Hafnium looks misplaced in group 4. Relativistic LDA puts the first ionisation energy (IE) of titanium 0.69 eV above the NIST value and that of zirconium 0.70 eV above, yet for hafnium it lands 0.06 eV below. The functional has not suddenly become accurate for a heavy atom. Ti and Zr lose an s electron, whereas Hf, like Lu, loses a 5d electron, and in a calculation without spin polarisation these two processes carry errors of opposite tendency.

First ionisation energies (IE) of neutral atoms from B-spline radial atomic code 1: Dirac-Coulomb relativistic LDA (MacDonald-Vosko exchange, VWN5) and PBE, Fermi nucleus, basis-set limit, spherical unpolarised atoms with open shells averaged over j. Computed IEs are total-energy differences between NIST's ground configurations; table values connect ground levels. Low j is l − 1/2.

```csv
species,Z,configuration,electron removed from,NIST table (eV),IE(relativistic LDA) less table (eV),IE(PBE) less table (eV),"Dirac-Fock IE, low j first less nl average (eV)"
Ca,20,[Ar] 4s2,4s,6.1131555,0.34,0.20,0.00
Sr,38,[Kr] 5s2,5s,5.6948675,0.36,0.19,0.00
Ba,56,[Xe] 6s2,6s,5.2116646,0.32,0.15,0.00
Sc,21,[Ar] 3d1 4s2,4s,6.56149,0.49,0.34,0.00
Lu,71,[Xe] 4f14 5d1 6s2,5d,5.425871,0.09,-0.17,0.11
Ti,22,[Ar] 3d2 4s2,4s,6.82812,0.69,0.52,0.00
Zr,40,[Kr] 4d2 5s2,5s,6.634126,0.70,0.50,-0.01
Hf,72,[Xe] 4f14 5d2 6s2,5d,6.82507,-0.06,-0.32,0.21
```

The two error columns give the computed IE less the measured one. The last column, called $j$ here, is a Dirac-Fock estimate of what resolved spin-orbit coupling adds to the IE.

In these runs every open shell holds equal amounts of up and down spin. A real atom aligns its unpaired electrons and gains exchange energy by doing so. Compared with a spin-polarised run, each open-shell species therefore comes out too high in energy, the more so the more parallel spins it has. Even a lone unpaired electron is affected: treated as half up and half down, it gets too little exchange to cancel its repulsion with itself. An IE is a difference, and what counts is whether the ion or the atom is penalised more. Breaking an $s^2$ pair leaves one more unpaired electron, parallel to any d electrons present: the ion suffers more and the IE comes out too large. Removing a d electron from under an intact $6s^2$ pair takes an unpaired spin away: the atom suffers more and the IE is pulled down. This is standard physics, and the table follows its order, with all six s rows above both d rows in both functionals. How much of each error it accounts for is untested, since unpolarised energies alone can't measure it.

Reversing all spins leaves the energy unchanged, so the energy is even in the number $M$ of unpaired electrons, and its leading term is a lowering $c_1M^2$. Omitting it raises the IE by $c_1x$, with $x = M_\text{ion}^2 - M_\text{atom}^2$. Measured values start from the lowest level, where a 5d electron sits in the more tightly bound $d_{3/2}$ state, while the runs average over both; this lowers the computed IE by $j$. A constant $c_0$ collects the rest:

$$\text{error} \approx c_0 + c_1 x - j .$$

For $d^ns^2 \to d^ns$, $x = (n+1)^2 - n^2 = 2n+1$, which is 1 for group 2, 3 for Sc and 5 for Ti and Zr. For $d^ns^2 \to d^{n-1}s^2$, $x = -(2n-1)$, which is $-1$ for Lu and $-3$ for Hf. A least-squares line of error plus $j$ against $x$ through the six s rows, rounded to two decimals, gives $0.25 + 0.09x - j$ for LDA and $0.10 + 0.08x - j$ for PBE, in eV. Lu and Hf were kept out of the fit because they lose a different shell and depend on the estimate $j$.

Titanium, which was part of the fit, goes from $3d^24s^2$ with $M=2$ to $3d^24s$ with $M=3$, so $x = 9-4 = 5$ and $j=0$. The LDA rule gives $0.25 + 0.45 = 0.70$ eV. The computed IE is $6.83 + 0.69 = 7.52$ eV, and subtracting the estimate leaves 6.82 eV against the measured 6.83. The PBE rule gives $0.10+0.40 = 0.50$ eV where the table has 0.52.

Lutetium, outside the fit, goes from $M=1$ to a closed-shell ion, so $x=-1$ and $j = 0.11$ eV. The LDA rule gives $0.25 - 0.09 - 0.11 = 0.05$ eV against 0.09 in the table, and the PBE rule gives $0.10 - 0.08 - 0.11 = -0.09$ eV against $-0.17$. Both signs are right, but the correction only about halves each error. Read this way, the small LDA error of Lu is a cancellation of a positive offset against two negative terms.

Over the s rows the rule misses the tabulated errors by 0.02 eV rms in both functionals and by 0.03 eV at most. That agreement is cheaply bought, as two constants meet only three distinct values of $x$. Over all eight rows the rms misfit is 0.06 eV for LDA and 0.03 eV for PBE, compared with raw rms errors of 0.44 and 0.33 eV relative to NIST. The worst case is the hafnium of the opening paragraph: there the LDA rule gives $-0.23$ eV, 0.17 eV or 2.5 % of the IE below the tabulated error, so applying it would spoil a value that was only 0.06 eV off. The PBE rule misses Hf by 0.03 eV.

The two functionals can't both fit the d rows. The rules imply a gap between LDA and PBE of $0.15 + 0.01x$, which is 0.14 eV for Lu and 0.12 eV for Hf, whereas the table has 0.26 eV for both, against 0.14 to 0.20 eV for s removal. The offset, the slope or both therefore depend on the shell in at least one functional. PBE gives the lower IE in every row. That shrinks the positive errors of the s rows, but it carries Lu well past zero and Hf further below it, so PBE has the smaller error on every s row and the larger one, in magnitude, on both d rows.

The term $j$ is the softer part. Dropping it improves Hf in LDA and worsens the other three d entries, those of PBE to nearly 0.2 eV. The LDA 5d levels of neutral Lu lie 0.33 eV apart, and $d_{3/2}$ lies three fifths of that, 0.20 eV, below their weighted mean. This orbital estimate is almost twice the Dirac-Fock 0.11 eV, so the d rows are not known to better than about 0.1 eV by this route. For $5d^2$, filling $d_{3/2}$ first and aligning both spins describe different coupling limits, and adding the two in full may count too much; that this is what spoils Hf in LDA is a guess. Multiplet structure within an open d shell is also left in the error. Radiative terms are too small to matter, shifting the LDA values of Lu and Hf by 0.01 eV. The relativistic LDA exchange also holds a transverse-photon (Breit) term already, which blurs the comparison with PBE slightly; adding Breit, radiative and recoil terms to PBE moves the IE by less than 0.01 eV for Zr and by about 0.02 eV for Lu and Hf.

Counting only the change in $M$ fails, with an rms misfit above 0.12 eV even when fitted to all eight rows, because it can't tell Ca from Ti. Counting parallel pairs, $M(M-1)/2$, draws the same line through the s rows and differs only for Lu and Hf. Extended from the s rows, it does better for Hf in LDA and worse for the other three entries, which favours $M^2$ without settling the matter on two atoms.

The singly charged ions of the same LDA runs mark the edge of the range. Emptying a lone s shell has $x=-1$ and a predicted error of 0.16 eV; Ca⁺, Sr⁺ and Ba⁺ give 0.07, 0.13 and 0.15. Lu⁺ breaks a $6s^2$ pair and gives 0.40 against 0.34, with a reference good to ±0.05 eV. With d electrons present the rule breaks down. Ti⁺ loses its 4s electron with $x=-5$, the rule says $-0.20$ eV, and the run gives $+0.21$. For Sc⁺ and Zr⁺ the rule also has the wrong sign. Hf⁺ is missed by 0.7 eV, but it is a poor test: its reference is a theoretical value, and if the dication is $5d^2$, as recalled, the second 6s electron moves into 5d as the first one leaves, a process the rule was not built for.

The failure can be located. Atom and dication have the same $M$ when both s electrons go, so $c_1$ cancels in the sum of the two errors, which should be $2c_0 = 0.50$ eV throughout. Group 2 gives 0.41 to 0.49, but Sc gives 0.64, Zr 0.78 and Ti 0.90. Half of this sum carries about 70 % of the rise in the first error from Ca to Ti, and about 40 % from Sr to Zr. That share is not a fixed spin term, so neither constant should be read as an exchange integral. A d shell that tightens with charge and gains more from alignment is a plausible but untested reason. One $c_1$ also stands for three interactions: s with itself, s with d and d with d. The s rows probe the first two, whereas in Lu and Hf only the last is left, so carrying $c_1$ over to them is an assumption.

The counting still gives the direction for neighbouring series of neutral atoms. Alkali metals empty a lone s shell and should lie below group 2, as the group 2 cations do, and later 3d atoms that break an $s^2$ pair over more parallel d spins should lie above Ti, though the slope is untried beyond $x=5$. A spin-polarised calculation recovers much of the alignment energy itself, and the constants above don't apply to it.
